Dear colleague,

The slow drift of your gallium levels with the plane-wave cutoff comes from the edge of the model potential in your fitting code. It can be sized on paper, first roughly and then properly. The two answers differ by a factor of 2.6, for reasons I can itemise.

**Conventions.** Formulas are in Hartree atomic units (energies in Ha, lengths in bohr). Cutoffs are in Ry, so a basis $|\mathbf k+\mathbf G|<K$ has $E_{\rm cut}=K^2$ Ry. Level shifts are in meV. The ion is the local form of the potential of Heine and Abarenkov (1964),

$$v(r)=-A\quad(r<R),\qquad v(r)=-Z/r\quad(r>R).$$

With plane waves normalised to the crystal volume, $\langle\mathbf k+\mathbf G|V|\mathbf k\rangle=S(\mathbf G)\,w(G)$. Here $S(0)=1$, and $w(q)=\Omega_0^{-1}\int v(r)\,e^{-i\mathbf q\cdot\mathbf r}\,d^3r$ is the bare form factor, with $\Omega_0$ the volume per atom. For Ga I take $Z=3$ and, as approximate inputs typical of such models, $R=2.4$ bohr, $A=1.44$ Ha and $\Omega_0=132$ bohr$^3$. All results below are the model's.

The quantity I follow is $\Delta(K)$, the height of the lowest level at $\mathbf k=0$ in the truncated basis above its converged position. In second order each omitted wave would have lowered the level by $|S|^2w^2/(G^2/2)$, so

$$\Delta(K)=\sum_{G>K}\frac{2\,|S(\mathbf G)|^2\,w(G)^2}{G^2}.$$

The working cutoff is 9 Ry, $K=3$ bohr$^{-1}$, which is about 60 plane waves per atom by the count $\Omega_0K^3/6\pi^2$.

## The estimate by hand

A short wave averages away whatever is smooth on the scale $1/q$. The flat floor gives nothing and the Coulomb slope gives little, so the scattering must come from the cliff at $r=R$. Its height is the mismatch of well and tail. With $Z/R=1.25$ Ha and $A\approx1.4$ Ha the step is 0.15 Ha.

Three factors fix the matrix element. Only a layer about $1/q$ thick at the cliff escapes cancellation. On the sphere the phase $\mathbf q\cdot\mathbf r$ is stationary at the two poles along $\mathbf q$, and it slips by one radian over a cap of area $\pi R^2\theta^2$ with $qR\theta^2/2=1$, which is $2\pi R/q$. The two caps lie $2R$ apart and interfere as $2\cos qR$, up to a constant phase. Step times thickness times area, divided by $\Omega_0$, gives

$$|w|\approx\frac{4\pi\beta}{\Omega_0q^2}\,|\cos qR|,\qquad\beta=R\times\text{step}\approx0.36 .$$

With $\Omega_0\approx130$ and $q=3$ the amplitude is 0.004 Ha, about 0.1 eV.

Now count states. A shell $dq$ holds $\Omega_0q^2dq/2\pi^2$ waves per atom, each lies $q^2/2$ above the level, and $\cos^2$ averages to one half:

$$\Delta\approx\int_K^\infty\frac{\Omega_0q^2dq}{2\pi^2}\,\frac{2}{q^2}\,\frac12\left(\frac{4\pi\beta}{\Omega_0q^2}\right)^2=\frac{8\beta^2}{3\Omega_0K^3}.$$

With $\beta^2\approx0.13$ this is $8\times0.13/(3\times130\times27)=9.9\times10^{-5}$ Ha, or 2.7 meV at 27.2 eV per Ha. The estimate falls as $E_{\rm cut}^{-3/2}$ and would reach 1 meV at 17 Ry.

## The careful calculation

**Form factor.** For a spherical potential the angular integral leaves $w(q)=(4\pi/\Omega_0q)\int_0^\infty r\,v(r)\sin qr\,dr$. Inside the core, one integration by parts gives

$$-A\int_0^R r\sin qr\,dr=-\frac{A}{q^2}\,(\sin qR-qR\cos qR).$$

Outside, $rv=-Z$ and the integral needs a factor $e^{-\mu r}$:

$$-Z\int_R^\infty e^{-\mu r}\sin qr\,dr=-Z\,e^{-\mu R}\,\frac{\mu\sin qR+q\cos qR}{\mu^2+q^2}\;\to\;-\frac{Z\cos qR}{q}\quad(\mu\to0).$$

Together,

$$w(q)=-\frac{4\pi Z}{\Omega_0q^2}\cos qR-\frac{4\pi A}{\Omega_0q^3}\,(\sin qR-qR\cos qR).$$

At small $q$ this tends to $-4\pi Z/\Omega_0q^2+(4\pi/\Omega_0)\,C$ with $C=ZR^2/2-AR^3/3$, the point-ion Coulomb term plus a core constant. For our inputs $C=2.00$.

**Sorting by powers of $q$.** Collecting the cosines gives the identity

$$w(q)=-\frac{4\pi}{\Omega_0}\left[\frac{b\cos qR}{q^2}+\frac{A\sin qR}{q^3}\right],\qquad b=Z-AR .$$

The two terms belong to two defects of the function $u=rv$ at $R$. Repeated integration by parts gives, with $\delta$ meaning outer value minus inner value,

$$\int_0^\infty u\sin qr\,dr=\frac{\delta u\,\cos qR}{q}-\frac{\delta u'\,\sin qR}{q^2}-\frac{\delta u''\cos qR}{q^3}+\dots$$

Here $u=-Ar$ inside and $u=-Z$ outside. So $\delta u=-b$, $\delta u'=A$, every higher jump vanishes, $u(0)=0$ removes the term at the origin, and the series stops after two terms. The $q^{-2}$ tail is the step, with weight $b=R\,(Z/R-A)$. That is the hand result with its coefficient confirmed. The $q^{-3}$ term is the kink. Two limits follow. For $A=0$ one has the empty core of Ashcroft (1966), with the full weight $Z$. For $A=Z/R$ the potential is continuous, $b=0$, and

$$w(q)=-\frac{4\pi Z}{\Omega_0q^2}\,\frac{\sin qR}{qR},$$

which decays as $q^{-3}$. This is the relation between depth and radius in the optimised model potential of Shaw (1968), which imposes it for each angular momentum.

**Numbers for Ga.** We have $AR=3.456$ and $b=-0.456$: the well is deeper than the Coulomb tail at $R$. At $q=3$ the Coulomb cosine has amplitude 31.7 mHa and the well cosine 36.6 mHa. They have opposite signs and leave 4.82 mHa. The kink amplitude is 5.08 mHa. Sine and cosine are in quadrature, so the envelope is $(4\pi/\Omega_0q^2)\sqrt{b^2+A^2/q^2}$, and the two parts are equal at

$$q^*=\frac{A}{|b|}=3.16\ \text{bohr}^{-1},\qquad q^{*2}=9.97\ \text{Ry}.$$

Your cutoff sits just under this crossover. At $qR=7.2$ the step term is $+2.93$ mHa, the kink term $-4.03$ mHa, and $w=-1.10$ mHa. The first node solves $\tan x=-bx/AR$ with $x=qR$. There is no root below $\pi$ when $b<0$, and the first lies at $x_0=3.583$, or $q_0=1.493$ bohr$^{-1}$. With $k_F=(3\pi^2Z/\Omega_0)^{1/3}=0.876$ bohr$^{-1}$ this is $q_0/2k_F=0.852$.

**The shift.** For $N$ atoms per cell the reciprocal vectors have density $N\Omega_0/(2\pi)^3$ and $|S|^2$ averages to $1/N$. The sum then becomes $\Omega_0/(2\pi)^3$ times an integral over $\mathbf q$. I size this step below. The result is

$$\Delta(K)=\frac{16}{\Omega_0}\int_K^\infty\left[\frac{b\cos qR}{q^2}+\frac{A\sin qR}{q^3}\right]^2dq .$$

Use $\cos^2=(1+\cos2qR)/2$, $\sin^2=(1-\cos2qR)/2$ and $2\sin\cos=\sin2qR$. The steady halves integrate at once, and the rest follows from $\int_K^\infty e^{2iqR}q^{-n}dq=K^{1-n}E_n(-2iKR)$, with $E_n$ the exponential integral:

$$\Delta=\frac{8b^2}{3\Omega_0K^3}+\frac{8A^2}{5\Omega_0K^5}+\frac{16}{\Omega_0}\left[\frac{b^2\,{\rm Re}\,E_4}{2K^3}+\frac{bA\,{\rm Im}\,E_5}{K^4}-\frac{A^2\,{\rm Re}\,E_6}{2K^5}\right].$$

I call the three parts step, kink and ripple. In meV, each entry rounded on its own:

| $E_{\rm cut}$ (Ry) | step | kink | ripple | total | by hand |
|---|---|---|---|---|---|
| 9 | 4.23 | 2.81 | $-0.06$ | 6.99 | 2.69 |
| 16 | 1.79 | 0.67 | $-0.45$ | 2.00 | 1.13 |
| 36 | 0.53 | 0.09 | $+0.07$ | 0.69 | 0.34 |

The decimals belong to the integral as written, and they are there for the bookkeeping of the last section. The physics supports one figure, because of four approximations.

*Screening.* The electrons divide $w$ by a dielectric function. The Lindhard form is $\epsilon=1+(4k_F/\pi q^2)\,L(y)$ with $y=q/2k_F$ and $L=\tfrac12+\frac{1-y^2}{4y}\ln\left|\frac{1+y}{1-y}\right|$. It gives $\epsilon=1.015$ at $q=3$ and falls towards one beyond. Since $\Delta$ carries $\epsilon^{-2}$, the reduction is at most 3 per cent.

*The state is not a flat wave.* The omitted waves couple to $v\psi$, so $u$ becomes $rv\psi$. I estimate $\psi=1+\psi_1$ in an atomic sphere of radius $s=(3\Omega_0/4\pi)^{1/3}=3.16$ bohr. The potential is $V=v-Zr^2/2s^3$, the second term being the Hartree field of uniform electrons up to a constant. First order gives $\nabla^2\psi_1=2(V-\bar V)$, with $\bar V$ the sphere average, zero slope at $s$ and zero mean. Two quadratures yield $\psi_1(R)=0.009$ and $\psi_1'(R)=-0.137$ bohr$^{-1}$. The value hardly matters, but the slope does. It changes $\delta u'$ to $A-b\psi_1'$, which lowers the kink weight by 0.06, or 4 per cent. It also creates $\delta u''\approx2A\psi_1'$, which raises the cosine weight by $2A|\psi_1'|/q^2=0.044$ at the cutoff, or 10 per cent. The other third-order pieces scale as $(V-\bar V)/(K^2/2)$, and with $V-\bar V=-0.20$ Ha just inside $R$ that ratio is 4 per cent. The weights enter squared and the signs are mixed, so I allow about 1 meV.

*Structure.* Written exactly, the lattice sum is the integral with a factor $1+\sum_j\sin(qd_j)/(qd_j)$ over neighbours at distances $d_j$, averaged over the sites of the cell. In the melt the liquid structure factor takes its place. Most such terms oscillate away. But $w^2$ itself oscillates as $\cos2qR$ with an amplitude equal to its mean, and $2R=4.8$ bohr is close to the neighbour distance. The product has a slowly varying half of relative size up to $z/2Kd$. For a typical $z\approx7$ near neighbours at $d\approx5$ bohr this is 0.23, about 1.6 meV. Only a sum over the actual reciprocal lattice fixes its sign, and that sum is a staircase in $K$.

*Which depth.* The full Heine-Abarenkov potential has a depth $A_l(E)$ for each angular momentum. A flat wave at $\mathbf k=0$ is pure $s$ about every ion, so its matrix elements see $A_0$ alone and the local formula holds with $A=A_0$. The energy dependence remains, and a change of order 0.1 Ha across the occupied band is typical. The steady part of $\Delta$ at 9 Ry is 7.05 meV for $A=1.44$, 3.4 meV for $A=1.34$ and 13 meV for $A=1.54$. This is no approximation in the integral. It shows that the number follows your choice of input more than it follows gallium.

The model's shift at 9 Ry is therefore about 7 meV, with 1 to 2 meV of doubt at the stated $A$. Its steady part reaches 1 meV at 27 Ry.

## Why the two differ

The ratio at 9 Ry is $6.99/2.69=2.60$. It factors exactly into three pieces: step over hand, steady part over step, and total over steady part.

| $E_{\rm cut}$ (Ry) | rounding | kink | ripple | product |
|---|---|---|---|---|
| 9 | 1.58 | 1.66 | 0.99 | 2.60 |
| 16 | 1.58 | 1.37 | 0.82 | 1.77 |
| 36 | 1.58 | 1.17 | 1.11 | 2.04 |

**Rounding, a factor 1.58.** The cap argument had the right functional form and even the right coefficient. The loss came from writing 1.4 for 1.44. That is a change of 2.8 per cent in $A$, but $b$ is the small difference of 3 and 3.456, and its size dropped by 21 per cent. The logarithmic sensitivity is $d\ln b^2/d\ln A=2AR/|b|=15.2$. The ratio of $b^2$ to the rounded 0.13 is 1.60, and the rounded volume returns a factor 0.985. The near cancellation has a physical origin. A model potential is built to scatter valence electrons weakly, so a sensible depth lies near the Coulomb value at $R$. Any estimate that rests on the mismatch must carry more digits in $A$ than the rest of the problem needs. This factor does not depend on the cutoff.

**The kink, a factor 1.66.** I dismissed the change of slope as smooth on the scale $1/q$. It costs one more power of $q$, but its weight $A$ suffers no cancellation. Dividing the two steady terms gives

$$\frac{\text{step}+\text{kink}}{\text{step}}=1+\frac35\left(\frac{q^*}{K}\right)^2 .$$

The natural guess for the onset of the asymptotic law is $qR\gg1$, and $KR=7.2$ seems to satisfy it. The true condition is $qR\gg AR/|b|=7.6$. The same cancellation that spoils the rounding also postpones the $q^{-2}$ regime. The factor $3/5$ reflects the faster fall of $q^{-6}$ against $q^{-4}$ in the integrand. This piece fades as $1/E_{\rm cut}$, as the table shows.

**The ripple, a factor 0.99 by luck.** Replacing $\cos^2$ by one half ignores where the cutoff falls within an oscillation. One integration by parts gives the leading amplitude of the ripple as $(16/\Omega_0)(b^2K^2+A^2)/4RK^6$. The cross term supplies the quadrature component that makes step and kink add here. At 9 Ry this is 1.9 meV, or 26 per cent of the steady part. The cutoff happens to lie near a zero of the ripple. At 16 Ry it lies near a trough and pulls the total down by 18 per cent. Relative to the steady part the amplitude runs from $5/2KR$ where the kink rules to $3/2KR$ where the step rules, so it dies only as $1/K$. A power law fitted to two or three cutoffs will return a spurious exponent.

The three neglected effects at fixed $A$, at most 3 per cent, about 1 meV and up to 1.6 meV, are each smaller than the gap of 4.3 meV between estimate and integral. The account does not hinge on them, although the second decimal of every factor does.

## What this means for your fit

You measure differences of levels, and most of $\Delta$ is common to all of them. For a state $\mathbf k$ put $\mathbf p=\mathbf k+\mathbf G$ with $p>K$. The denominator becomes $(p^2-k^2)/2$. The directional averages are $\langle G^{-4}\rangle=(p^2-k^2)^{-2}$ and $\langle G^{-6}\rangle=(p^2+k^2)(p^2-k^2)^{-4}$. To lowest order the step term grows by the factor $1+\frac95k^2/K^2$ and the kink term by $1+\frac{30}{7}k^2/K^2$. Integrating the full expressions at $k=k_F$ and 9 Ry, the steady part exceeds its $\mathbf k=0$ value by 2.0 meV. In the local model the occupied bandwidth comes out too wide by about that much, apart from ripple and structure terms of like size.

If you want the drift gone, change the potential and not the cutoff. The empty core is the wrong direction: with $b=Z$ the steady shift at 9 Ry is 183 meV. The continuous potential is the right one, but setting $A=Z/R$ at the old radius moves the node to $\pi/R=1.309$ bohr$^{-1}$ and alters the low-order gaps. Keep the node and shrink the core: $R'=\pi/q_0=2.104$ bohr and $A'=Z/R'=1.426$ Ha. The core constant becomes $ZR'^2/6=2.21$ in place of 2.00, so the long-wave end moves little. The steady shift is now the kink alone, 2.76 meV at 9 Ry and 0.086 meV at 36 Ry, where the stepped potential has 0.62 meV. It reaches 1 meV at 13.5 Ry, with a basis smaller by a factor 2.8 than at 27 Ry. Rounding the kink gains two more powers: a jump first appearing in the $n$th derivative of $v$ gives $w\sim q^{-(n+2)}$ and $\Delta\sim K^{-(2n+3)}$.

The same arithmetic applies to aluminium wiring. Take $Z=3$ with approximate inputs $R=2.0$ bohr, $A=1.38$ Ha and $\Omega_0=112$ bohr$^3$. Then $b=+0.24$ and $q^*=5.75$ bohr$^{-1}$, or 33 Ry. At 9 Ry the model's step term is 1.38 meV and its kink term 3.05 meV. A step-only estimate with unrounded inputs is low by a factor 3.20, because the cancellation in $b$ is closer than for Ga. With one atom per cell the staircase is also coarser.

Neither set of numbers describes the real ions at large $q$. The tail measures the edge we drew at $R$. The true core has no such edge, and the filled $3d$ shell of gallium is absent from the model. A calculation that treats that shell as valence has its cutoff set by the compact $d$ orbitals, well above the values found here.